**Point-dipole and scaling tests of hyperfine couplings in the C7H5 σ aryl radical**

The table holds Mulliken spin populations and isotropic and dipolar hyperfine couplings of each kind of $^{13}$C and $^1$H nucleus, from unrestricted B3LYP with IGLO-III on C and pcH-1 on H at a PBE0-D3(BJ)/def2-SVP geometry. The program tests a parameter-free point dipole on C1, the McConnell relation, a proportionality of A iso to the atom's own population, and a scaling of the H8/C1 pair to H10/C5. The table lies between 0.64 and 1.42 times the point-dipole estimate for the hydrogens but at 9.7 times it for C5, which marks local spin there. A iso follows the population for hydrogen within 4.2 MHz but not for carbon (correlation 0.22 over C2 to C7). The scaling recovers only 13 to 32 % of the 24.2 MHz coupling of the para hydrogen H10.

13C and 1H hyperfine couplings and Mulliken spin populations of the C7H5 radical (doublet, SMILES [c]1cccc2c1C2). PySCF 2.14.0, gas-phase unrestricted B3LYP with density fitting, IGLO-III on C and pcH-1 on H, PBE0-D3(BJ)/def2-SVP geometry. Atoms follow SMILES order, then hydrogens; equivalent atoms are averaged, and the largest dipolar part is the most positive component.

## The fit in Python

```python
# Table: Mulliken spin, isotropic and most positive dipolar hyperfine coupling of 13C and 1H in the C7H5
# aryl radical (PySCF, UB3LYP, IGLO-III on C, pcH-1 on H). Tested: point-dipole field of the spin on C1,
# McConnell pi relation, A iso proportional to own population, and H8/C1 scaling applied to H10/C5.
T = {
    'atom': ['C1', 'C2', 'C3', 'C4', 'C5', 'C6', 'C7', 'H8', 'H9', 'H10', 'H11'],
    'neighbours': ['C C', 'C C H', 'C C H', 'C C H', 'C C C', 'C C C', 'C C H H', 'C', 'C', 'C', 'C'],
    'spin': [0.902, -0.036, 0.051, -0.043, 0.128, -0.033, -0.003, 0.013, 0.003, 0.011, 0.003],  # e
    'a_iso': [388.2, 38.8, 21.5, -12.4, 33.4, 45.3, 1.7, 37.2, 5.6, 24.2, 5.7],  # MHz
    'dip': [127.1, 16.3, 8.2, 3.7, 26.4, 19.2, 4.2, 11.9, 5.1, 1.5, 3.1],  # MHz
}
import numpy as np
from scipy.constants import physical_constants as pc, mu_0, h, pi
at = T['atom']; s = dict(zip(at, T['spin'])); A = dict(zip(at, T['a_iso'])); d = dict(zip(at, T['dip']))
# further outputs of the same run: geometry (angstrom), most negative dipolar component (MHz), H populations
X = np.array([[-0.34,-1.60,0.19],[-1.55,-0.92,0.10],[-1.55,0.48,-0.06],[-0.35,1.22,-0.15],[0.79,0.46,-0.06],
              [0.81,-0.91,0.10],[2.12,-0.20,0.01],[-2.51,-1.45,0.17],[-2.51,1.01,-0.12],[-0.36,2.30,-0.27],
              [2.72,-0.30,-0.90],[2.73,-0.09,0.93]])
neg = dict(zip(at, [-71.2,-13.1,-5.5,-6.2,-15.7,-16.5,-3.0,-6.5,-3.2,-1.6,-1.9]))
sH = np.array([0.012814, 0.0029267, 0.010872, 0.0030288])   # last value: mean of the two CH2 hydrogens
gC, A2s, B2, Q = 1.4, 3800.0, 210.0, -70.0   # rough recalled: g(13C), 2s and 2p atomic couplings, McConnell Q (MHz)
K = mu_0*abs(pc['electron g factor'][0])*pc['Bohr magneton'][0]*pc['nuclear magneton'][0]/h/1e6
gH = pc['proton g factor'][0]; D = {'H': K*gH/(4*pi)*1e30, 'C': K*gC/(4*pi)*1e30}
pop = np.array(list(T['spin']) + [T['spin'][-1]])
r = lambda i, j: np.linalg.norm(X[i-1]-X[j-1])
def ang(i, j, k):
    a, b = X[i-1]-X[j-1], X[k-1]-X[j-1]
    return np.degrees(np.arccos(a@b/np.linalg.norm(a)/np.linalg.norm(b)))
def eig(i):
    M = np.zeros((3, 3))
    for j in range(12):
        if j != i:
            v = X[i]-X[j]; R = np.linalg.norm(v); M += pop[j]*(3*np.outer(v, v)/R**2-np.eye(3))/R**3
    return np.linalg.eigvalsh(D['H']*M)
print("table rounding: spin 0.0005 e, couplings 0.05 MHz, coordinates 0.005 A; sum of spin %.3f e" % pop.sum())
print("dipolar constant D: 1H %.1f, 13C %.1f MHz A^3" % (D['H'], D['C']))
print("C1: s spin A/3800 = %.2f, p spin dip/210 = %.2f, sum %.2f, p/s %.1f, Mulliken %.2f"
      % (A['C1']/A2s, d['C1']/B2, A['C1']/A2s+d['C1']/B2, d['C1']/B2*A2s/A['C1'], s['C1']))
print("Point spin on C1: atom, r (A), model, table, table-model (MHz), table/model, most negative part")
m = {}
for i, a in enumerate(at[1:], 2):
    m[a] = 2*D[a[0]]*s['C1']/r(1, i)**3
    print("  %-4s %5.2f %6.1f %6.1f %+6.1f %5.2f %6.1f" % (a, r(1, i), m[a], d[a], d[a]-m[a], d[a]/m[a], neg[a]))
print("worst row by ratio: %s" % max(m, key=lambda a: abs(np.log(d[a]/m[a]))))
print("crude local p spin (excess/210) vs Mulliken: " +
      ", ".join("%s %.3f/%.3f" % (a, (d[a]-m[a])/B2, s[a]) for a in ['C3', 'C5']))
print("C4 from its negative part: %.3f vs Mulliken %.3f" % (neg['C4']/B2, s['C4']))
print("C5/C3: spin %.1f (difference %.3f e), dipolar %.1f, A iso %.2f" % (s['C5']/s['C3'], s['C5']-s['C3'], d['C5']/d['C3'], A['C5']/A['C3']))
print("Point spins on all atoms: H, model most positive / most negative, calculation (MHz)")
H = at[7:]
for i, a in enumerate(H, 7):
    e = eig(i) if a != 'H11' else (eig(10)+eig(11))/2
    print("  %-4s %5.1f / %5.1f    %5.1f / %5.1f" % (a, e[2], e[0], d[a], neg[a]))
print("McConnell, Q = -70 MHz: H, model, table, table-model (MHz)")
for a, c in [('H8', 'C2'), ('H9', 'C3'), ('H10', 'C4')]:
    print("  %-4s %+5.1f %5.1f %+5.1f" % (a, Q*s[c], A[a], A[a]-Q*s[c]))
AH = np.array([A[a] for a in H]); k = AH@sH/(sH@sH); A1s = 2/3*K*gH/(pi*pc['Bohr radius'][0]**3)
print("H: A iso = k * own spin, k = %.0f MHz/e (free H atom %.0f); residuals MHz: " % (k, A1s)
      + ", ".join("%s %+.1f" % (a, x) for a, x in zip(H, AH-k*sH)))
print("H: A iso / free-atom value: " + ", ".join("%s %.4f" % (a, A[a]/A1s) for a in H))
C = at[1:7]
print("C2-C7: correlation of A iso with own spin %.2f" % np.corrcoef([s[a] for a in C], [A[a] for a in C])[0, 1])
print("C: s spin A/3800: " + ", ".join("%s %+.4f" % (a, A[a]/A2s) for a in C))
print("H10/H9 = %.1f, H10/H8 = %.2f, H9/H8 = %.2f; phenyl, rough recalled 49/17/5 MHz: %.1f, %.2f, %.2f"
      % (A['H10']/A['H9'], A['H10']/A['H8'], A['H9']/A['H8'], 5/17, 5/49, 17/49))
for n, q in [('spin', s), ('dipolar part', d), ('A iso', A)]:
    p = A['H8']*q['C5']/q['C1']
    print("H10 from H8 x C5/C1 by %s: %.1f MHz, %.0f %% of table, short by %.1f MHz" % (n, p, 100*p/A['H10'], A['H10']-p))
print("bonds (A): C1-C6 %.2f vs C4-C5 %.2f; C1-C2 %.2f vs C3-C4 %.2f; C5-C6 %.2f, C2-C3 %.2f; C6-C7 %.2f, C5-C7 %.2f"
      % (r(1,6), r(4,5), r(1,2), r(3,4), r(5,6), r(2,3), r(6,7), r(5,7)))
print("angles (deg): C2-C1-C6 %.0f, C3-C4-C5 %.0f, C4-C5-C7 %.0f, C1-C6-C7 %.0f, C2-C3-H9 %.0f, C4-C3-H9 %.0f"
      % (ang(2,1,6), ang(3,4,5), ang(4,5,7), ang(1,6,7), ang(2,3,9), ang(4,3,9)))
assert A['H8'] > A['H10'] > A['H9'] > 0
assert all(s[a] < 0 < A[a] for a in ['C2', 'C6']) and A['C4'] < 0
assert d['C5'] > 5*m['C5'] and s['C5'] > s['C3'] > 0
assert A['H8']*s['C5']/s['C1'] < 0.5*A['H10']
```

Printed output:

```
table rounding: spin 0.0005 e, couplings 0.05 MHz, coordinates 0.005 A; sum of spin 0.999 e
dipolar constant D: 1H 79.1, 13C 19.8 MHz A^3
C1: s spin A/3800 = 0.10, p spin dip/210 = 0.61, sum 0.71, p/s 5.9, Mulliken 0.90
Point spin on C1: atom, r (A), model, table, table-model (MHz), table/model, most negative part
  C2    1.39   13.3   16.3   +3.0  1.23  -13.1
  C3    2.42    2.5    8.2   +5.7  3.25   -5.5
  C4    2.84    1.6    3.7   +2.1  2.37   -6.2
  C5    2.36    2.7   26.4  +23.7  9.74  -15.7
  C6    1.34   14.7   19.2   +4.5  1.30  -16.5
  C7    2.84    1.6    4.2   +2.6  2.68   -3.0
  H8    2.18   13.9   11.9   -2.0  0.86   -6.5
  H9    3.41    3.6    5.1   +1.5  1.42   -3.2
  H10   3.93    2.4    1.5   -0.9  0.64   -1.6
  H11   3.50    3.3    3.1   -0.2  0.93   -1.9
worst row by ratio: C5
crude local p spin (excess/210) vs Mulliken: C3 0.027/0.051, C5 0.113/0.128
C4 from its negative part: -0.030 vs Mulliken -0.043
C5/C3: spin 2.5 (difference 0.077 e), dipolar 3.2, A iso 1.55
Point spins on all atoms: H, model most positive / most negative, calculation (MHz)
  H8    11.6 /  -6.4     11.9 /  -6.5
  H9     8.9 /  -4.6      5.1 /  -3.2
  H10    1.5 /  -1.7      1.5 /  -1.6
  H11    3.6 /  -2.2      3.1 /  -1.9
McConnell, Q = -70 MHz: H, model, table, table-model (MHz)
  H8    +2.5  37.2 +34.7
  H9    -3.6   5.6  +9.2
  H10   +3.0  24.2 +21.2
H: A iso = k * own spin, k = 2577 MHz/e (free H atom 1423); residuals MHz: H8 +4.2, H9 -1.9, H10 -3.8, H11 -2.1
H: A iso / free-atom value: H8 0.0261, H9 0.0039, H10 0.0170, H11 0.0040
C2-C7: correlation of A iso with own spin 0.22
C: s spin A/3800: C2 +0.0102, C3 +0.0057, C4 -0.0033, C5 +0.0088, C6 +0.0119, C7 +0.0004
H10/H9 = 4.3, H10/H8 = 0.65, H9/H8 = 0.15; phenyl, rough recalled 49/17/5 MHz: 0.3, 0.10, 0.35
H10 from H8 x C5/C1 by spin: 5.3 MHz, 22 % of table, short by 18.9 MHz
H10 from H8 x C5/C1 by dipolar part: 7.7 MHz, 32 % of table, short by 16.5 MHz
H10 from H8 x C5/C1 by A iso: 3.2 MHz, 13 % of table, short by 21.0 MHz
bonds (A): C1-C6 1.34 vs C4-C5 1.37; C1-C2 1.39 vs C3-C4 1.41; C5-C6 1.38, C2-C3 1.41; C6-C7 1.49, C5-C7 1.49
angles (deg): C2-C1-C6 119, C3-C4-C5 114, C4-C5-C7 173, C1-C6-C7 177, C2-C3-H9 119, C4-C3-H9 119
```
